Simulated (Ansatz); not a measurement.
# Piezoelectric response of TlIO3 in the R3m structure, calculated with Ansatz

Space group R3m (No. 160), 5 atoms in the cell of the first input below: a = 4.459 Å, b = 4.459 Å, c = 4.459 Å, α = 88.42°, β = 88.42°, γ = 88.42°.

The structure comes from the Materials Project database of computed cells (whether it is a measured phase wasn't checked), relaxed without spin–orbit coupling to zero pressure (pressure 0.0 GPa with this functional, without spin–orbit coupling). Functional: PBEsol.

Input:

```yaml
crystal:
  lattice:
    - [3.1090410089, 1.7950056634, 2.6440912372]
    - [-3.1090410089, 1.7950056634, 2.6440912372]
    - [0.0, -3.5900113269, 2.6440912372]
  atoms:
    - { symbol: I, position: [0.5004969794, 0.5004969794, 0.5004969794] }
    - { symbol: O, position: [0.9106597291, 0.458722882, 0.458722882] }
    - { symbol: O, position: [0.458722882, 0.9106597291, 0.458722882] }
    - { symbol: O, position: [0.458722882, 0.458722882, 0.9106597291] }
    - { symbol: Tl, position: [0.0090975375, 0.0090975375, 0.0090975375] }
basis:
  ecutwfc: 420
  ecutrho_ratio: 4
kpoints:
  mp_grid: { grid: [6, 6, 6] }
hamiltonian:
  xc: pbesol
scf:
  occupations: { method: fixed }
output:
  forces: true
  stress: true
  eigenvalues: true
  polarization: {}
elastic:
  mode: relaxed_ion
  stencil: two_point
```

```bash
ansatz run input.yaml --threads 8 --pin off --max-ram 15360MiB --backend cpu --events-out ev --progress --plain --runs-dir out
```

Time: 2.1 min on 8 threads of Arm Neoverse V1, with other jobs on the host, peak memory 0.61 GiB.

Elastic constants with relaxed ions (GPa, engineering shears):

```csv
,xx,yy,zz,yz,xz,xy
xx,60.4,24.9,17.5,0.7,0.0,0.0
yy,24.9,60.4,17.5,-0.7,0.0,0.0
zz,17.5,17.5,33.8,0.0,0.0,0.0
yz,0.7,-0.7,0.0,16.8,0.0,0.0
xz,0.0,0.0,0.0,0.0,16.8,0.7
xy,0.0,0.0,0.0,0.0,0.7,17.7
```

Proper piezoelectric stress tensor e (C/m²):

```json
{"": "x", "xx": "0.000", "yy": "0.000", "zz": "0.000", "yz": "0.000", "xz": "1.336", "xy": "-0.205"}
{"": "y", "xx": "-0.205", "yy": "0.205", "zz": "0.000", "yz": "1.336", "xz": "0.000", "xy": "0.000"}
{"": "z", "xx": "0.788", "yy": "0.788", "zz": "1.799", "yz": "0.000", "xz": "0.000", "xy": "0.000"}
```

Signs follow the polarity of the cell as typed: the inverted crystal has all signs reversed.

**Question.** Which piezoelectric strain constant d is largest in size (symmetry may tie others with it)?

**Answer.** d = e C⁻¹ gives d(x; xz) = 80.2 pC/N, tied by symmetry with others.

```json
{"": "x", "xx": "0.0", "yy": "0.0", "zz": "0.0", "yz": "0.0", "xz": "80.2", "xy": "-14.8"}
{"": "y", "xx": "-7.4", "yy": "7.4", "zz": "0.0", "yz": "80.2", "xz": "0.0", "xy": "0.0"}
{"": "z", "xx": "-2.2", "yy": "-2.2", "zz": "55.5", "yz": "0.0", "xz": "0.0", "xy": "0.0"}
```

Caveats: no phonons were computed, so distortions that enlarge the cell are untested, and the real phase may be another, perhaps a centrosymmetric one without piezoelectricity; no spin-orbit coupling, which matters for these elements.

The largest strain response is the shear one, although the largest stress coefficient is longitudinal: e(z; zz) is 1.799 C/m² against 1.336 C/m² for e(x; xz). Elastic compliance reverses the order, since the shear stiffness is only 16.8 GPa compared with 33.8 GPa along the polar axis. Compliance also explains the small transverse constant of -2.2 pC/N, whose sign is opposite to that of its stress coefficient: the lateral contraction that accompanies elongation along z slightly outweighs the direct transverse response.

The structure contains pyramidal iodate groups, with three short I–O bonds and three much longer contacts around each iodine, as expected for I(V) with a stereochemically active lone pair. The pyramids all point the same way, so their dipoles add. The shear response probably reflects tilting of these units and shifts of iodine against oxygen, with the weak contacts between them keeping the lattice soft. The relaxed-ion totals alone don't separate these displacements from the purely electronic response, or the iodate contribution from that of Tl(I).
